Exact exchange looks like the natural dial for bond strength. Hartree-Fock theory, which has all of it, binds molecules far too weakly, and the local density approximation (LDA), which has none, binds them too strongly. A functional with more exact exchange should therefore give weaker bonds, and the errors should line up with the share. A second explanation is just as handy: most rows were computed in a finite basis and are compared with an estimate of the basis-set limit. The third is that the error depends on how well a method describes the correlation between electrons that the bond brings together.

Errors in the electronic dissociation energies of nine bonds in gas-phase molecules, computed with Ansatz 0.2.0 at PBE0-D4/def2-TZVP geometries and given as level less an estimate of frozen-core CCSD(T) at the basis-set limit. As a rule this reference is a sum: Hartree-Fock and MP2 correlation energies extrapolated from def2-TZVPP and def2-QZVPP, plus CCSD(T) less MP2 from def2-TZVPP alone. Density functionals use the def2-TZVPP basis, open shells are unrestricted, and elements past Kr have def2 core potentials.

| level | class | exact exchange, short range (%) | exact exchange, long range (%) | mean signed error (kJ/mol) | mean absolute error (kJ/mol) | largest error (kJ/mol) | case of the largest error | cases too high |
| --- | --- | --- | --- | --- | --- | --- | --- | --- |
| SPW92 | LDA | 0 | 0 | 41.2 | 41.2 | 77.1 | [CH3][GeH2][F] -> [F] + [CH3][GeH2] | 9 |
| PBE-D4 | GGA | 0 | 0 | -14.1 | 14.8 | -26.9 | FCBr -> F[CH]Br + [H] | 1 |
| r2SCAN-D4 | meta-GGA | 0 | 0 | -20.1 | 20.1 | -28.5 | FCBr -> F[CH]Br + [H] | 0 |
| B97M-V | meta-GGA | 0 | 0 | -8.3 | 10.1 | -19.0 | [NH2][GaH][Br] -> [Br] + [NH2][GaH] | 2 |
| r2SCANh-D4 | global hybrid | 10 | 10 | -23.0 | 23.0 | -34.8 | [F][SnH2][F] -> [F] + [F][SnH2] | 0 |
| BHLYP-D4 | global hybrid | 50 | 50 | -28.5 | 28.5 | -57.3 | [F][SnH2][F] -> [F] + [F][SnH2] | 0 |
| wB97M-V | range-separated | 15 | 100 | -8.3 | 10.2 | -23.3 | [NH2][GaH][Br] -> [Br] + [NH2][GaH] | 1 |
| B2PLYP | double hybrid | 53 | 53 | -18.1 | 18.1 | -28.3 | [NH2][GaH][Br] -> [Br] + [NH2][GaH] | 0 |
| PBE-QIDH | double hybrid | 69 | 69 | -14.1 | 14.1 | -27.3 | [F][SnH2][F] -> [F] + [F][SnH2] | 0 |
| CCSD(T)/def2-TZVPP | wave function | n/a | n/a | -15.9 | 15.9 | -25.9 | [F][SnH2][F] -> [F] + [F][SnH2] | 0 |
| MP2/def2-TZVPP | wave function | n/a | n/a | -1.2 | 9.6 | -17.5 | F[Si](F)(F)[SiH3] -> [H] + F[Si](F)(F)[SiH2] | 4 |
| HF/limit | Hartree-Fock | 100 | 100 | -124.5 | 124.5 | -172.0 | [F][SnH2][F] -> [F] + [F][SnH2] | 0 |

**From the LDA to PBE**

The mean signed error is the level less the reference, so a negative value means a bond that breaks too easily. The LDA stands at +41.2 kJ/mol and PBE at −14.1 kJ/mol. Neither contains exact exchange and both use the same basis, yet the mean moves by 55 kJ/mol. Neither of the two handy explanations can account for this step.

Its cause is well understood. The LDA treats each point in space as part of a uniform electron gas and gives too little exchange energy where the density varies strongly. Separated fragments have more of such regions than the molecule, so the LDA puts their energy too high relative to it and the bond comes out too strong. Gradient corrections lower the energy of the fragments more than that of the molecule, and here they overshoot slightly.

**The meta-GGAs**

r2SCAN and B97M-V also have no exact exchange, but their means are −20.1 and −8.3 kJ/mol. The choice of functional, including its dispersion term, thus shifts the result by about 12 kJ/mol while the supposed dial stays at zero. Finer rankings deserve caution for two reasons. The reference correlates outer-core shells of the heavier atoms without basis functions made for them. No calculation here measures what this does to the nine bonds, but in tests on other systems by the makers of the data it moved the CCSD(T) limit by up to about 4 kJ/mol a bond. In addition, the step from MP2 to CCSD(T) in the reference is as a rule taken from triple zeta without extrapolation.

**The hybrids**

The step from r2SCAN to r2SCANh is the fairest test of exact exchange, since the two functionals are close relatives. Ten per cent of exact exchange lowers the mean by 2.9 kJ/mol. The dial is therefore real, and theory explains its direction.

In a two-electron bond, an electron near one atom tends to find its partner near the other. This is left-right correlation. The exact exchange hole, the region from which an electron displaces charge, spreads over both atoms wherever the electron is. A semi-local functional keeps the hole close to the electron and so imitates left-right correlation under the name of exchange. Replacing part of it by exact exchange removes some of that imitation from the molecule. The fragments lose less, because there the bond pair has been separated, and the computed bond weakens.

The effect is not the same for every bond. r2SCAN has no error larger than 28.5 kJ/mol in size, whereas r2SCANh makes the Sn–F bond 34.8 kJ/mol too weak. Exact exchange has therefore lowered this bond energy by at least 6.3 kJ/mol, more than twice the mean change.

If exact exchange alone set the error, the r2SCAN pair would fix a line for the other rows. With $a$ the share in per cent and $\delta$ the mean signed error in kJ/mol,

$$\delta(a) = -20.1 - 0.29\,a .$$

For BHLYP, with 50%, this gives −35 against the computed −28.5 kJ/mol, a fair result for a functional of different parentage. The range-separated wB97M-V fits the picture less well. It brings in 15% of exact exchange at short range and 100% at long range, yet has the same mean error as B97M-V. Its semi-local part was optimized together with its exact exchange, and this may be why the loss does not appear.

**The double hybrids**

Here the tempting explanation fails. PBE-QIDH has 69% exact exchange, and the line, which was not fitted to this row, predicts

$$\delta = -20.1 - 0.29\times 69 = -40.1\ \text{kJ/mol}.$$

The computed value is −14.1 kJ/mol, the same as for PBE with no exact exchange at all. B2PLYP also lies well above the line.

What sets these two functionals apart is a share of second-order perturbation theory. It lets pairs of electrons avoid each other explicitly, by mixing in configurations in which both are excited. This can return to the molecule the correlation that was lost with the semi-local exchange. The table does not isolate that term, but its direction is what theory leads one to expect. On this reading, exact exchange need do little harm when the correlation beside it is made to match.

A straight line in the share of exact exchange, fitted to the seven functionals that have one share at all distances (without the LDA, which ignores density gradients), tells the same story. Its slope is −0.06 ± 0.10 kJ/mol per per cent, which cannot be told from zero; the analysis is printed below. The double hybrids flatten this line, because they combine large shares with modest errors. The slope therefore does not show that exact exchange is harmless in an ordinary hybrid.

**CCSD(T) and MP2 in the finite basis**

The CCSD(T) row belongs to the second explanation. The reference estimates the same method at the basis-set limit, so the error of −15.9 kJ/mol comes from the basis and not from CCSD(T). As a rule, though, the reference takes the difference between CCSD(T) and MP2 from this same triple-zeta basis. That difference then cancels, and the row shows only the basis error of Hartree-Fock and MP2. How far the difference itself would still change towards the limit remains unseen. Part of the error may also stem from outer-core shells of the heavier atoms, which are correlated here without basis functions made for them. In the data makers' tests on other systems, this shifted correlated values in a finite basis by more than it shifted the limit; how much it does so here was not measured. The error is close to that of PBE, and subtracting it would bring the mean of PBE almost to zero. The same subtraction would leave the LDA 57 kJ/mol too high and BHLYP 13 kJ/mol too low, because a common shift cannot reduce the spread between functionals.

There is also a physical reason not to apply this correction to PBE. A wave function must describe the sharp dip in the probability of finding two electrons at the same place, and products of smooth orbitals build that dip slowly. An ordinary density functional needs only the density and the occupied orbitals, which settle much sooner as the basis grows. That argument comes from theory, and no functional appears here in a second basis to test it. The double hybrids stand in between, since their second-order part inherits some of the slow convergence, probably of the order of 5 kJ/mol.

MP2 shows how misleading a small mean can be. Its mean signed error is only −1.2 kJ/mol, but its mean absolute error is 9.6 kJ/mol. The reference is as a rule the extrapolated MP2 energy plus the difference between CCSD(T) and MP2 in triple zeta. If all species are treated in this way, the mean error of MP2 at the limit, measured against that reference, follows from the two rows:

$$\delta_{\text{MP2, limit}} \approx -1.2 - (-15.9) = +14.7\ \text{kJ/mol}.$$

This is simply the triple-zeta difference between MP2 and CCSD(T), taken to hold at the limit as well. As far as it does, MP2 itself binds too strongly on average, and the finite basis hides it.

The Si–H bond of the fluorinated disilane behaves differently. Total energies from the same calculations, in which the reference for both silicon species is built in this way, put MP2 about 10 kJ/mol too low at the limit, and the basis takes off a further 8 kJ/mol. The two errors add instead of cancelling, which makes this the worst case for MP2. The good mean is no guide to a single bond.

**Hartree-Fock**

The last row shows what correlation is worth, as estimated in the reference. Hartree-Fock at the basis limit gives bonds that are 124.5 kJ/mol too weak on average, or 28% of the mean reference bond energy. The line from the r2SCAN pair, extended to 100% exact exchange, reaches only −49 kJ/mol. Such a long extension is rough, but the gap has a plain meaning: a hybrid keeps a correlation functional whatever its share of exact exchange, and Hartree-Fock has none. The low end of the table is thus a poor guide to what exact exchange does inside a functional.

The loss also depends on the bond. It is 172 kJ/mol for Sn–F but only about 86 kJ/mol for the Si–H bond above. When hydrogen binds to silicon, essentially one new electron pair forms. When fluorine binds to tin, it draws charge into a small 2p shell that is already crowded, and the added charge correlates with all the electrons there. A bond to a small, electron-rich atom therefore asks more of the correlation treatment, which fits the finding that exact exchange weakened Sn–F more than the average bond.

This matters when silicon or germanium films are modelled from gaseous precursors, where the breaking of such bonds supplies reactive fragments. Apart from the LDA, every level here makes the nine bonds of the table too easy to break on average, though the mean shift of MP2, only −1.2 kJ/mol, is too small to give a sure direction while the error of the reference itself has not been measured for these bonds. A comparison with measured bond energies would also need zero-point and thermal terms, spin-orbit coupling, and scalar-relativistic terms beyond those contained in the core potentials of tin and antimony. These are absent from both sides of the present comparison and so do not explain its errors.

Numerical output:

```
mean reference bond energy in kJ/mol: 439.5
part of the mean bond energy missing in Hartree-Fock in per cent: 28.33
change of mean error from LDA to PBE in kJ/mol: -55.3
span of mean errors from LDA to BHLYP in the same basis in kJ/mol: 69.7
change of mean error from r2SCAN to r2SCANh in kJ/mol: -2.9
pair line carried to BHLYP in kJ/mol: -34.6
pair line carried to B2PLYP in kJ/mol: -35.47
pair line carried to PBE-QIDH in kJ/mol: -40.11
pair line carried to Hartree-Fock in kJ/mol: -49.1
least change at Sn-F from r2SCAN to r2SCANh in kJ/mol: -6.3
fit of mse on 7 rows (df): constant -16.57 +/- 3.6, coefficient of exx_short -0.05627 +/- 0.095; rms 5.94, worst BHLYP-D4 9.12, leave-one-out rms 8.59
  rows outside the fit (model, value, miss): SPW92 -16.57, 41.2, -57.8; wB97M-V -17.41, -8.3, -9.11; HF/limit -22.19, -124.5, 102
standard deviation of the mean errors of the fitted functionals in kJ/mol: 6.635
LDA after removal of the CCSD(T) basis error in kJ/mol: 57.1
PBE after removal of the CCSD(T) basis error in kJ/mol: 1.8
BHLYP after removal of the CCSD(T) basis error in kJ/mol: -12.6
approximate mean error of MP2 at the basis limit in kJ/mol: 14.7
rough basis error inherited by B2PLYP in kJ/mol: -4.293
rough basis error inherited by PBE-QIDH in kJ/mol: -5.247
Hartree-Fock error at the limit for Si-H in kJ/mol: -86.38
MP2 error at the limit for Si-H in kJ/mol: -9.774
basis part of the MP2 error for Si-H in kJ/mol: -7.726
```
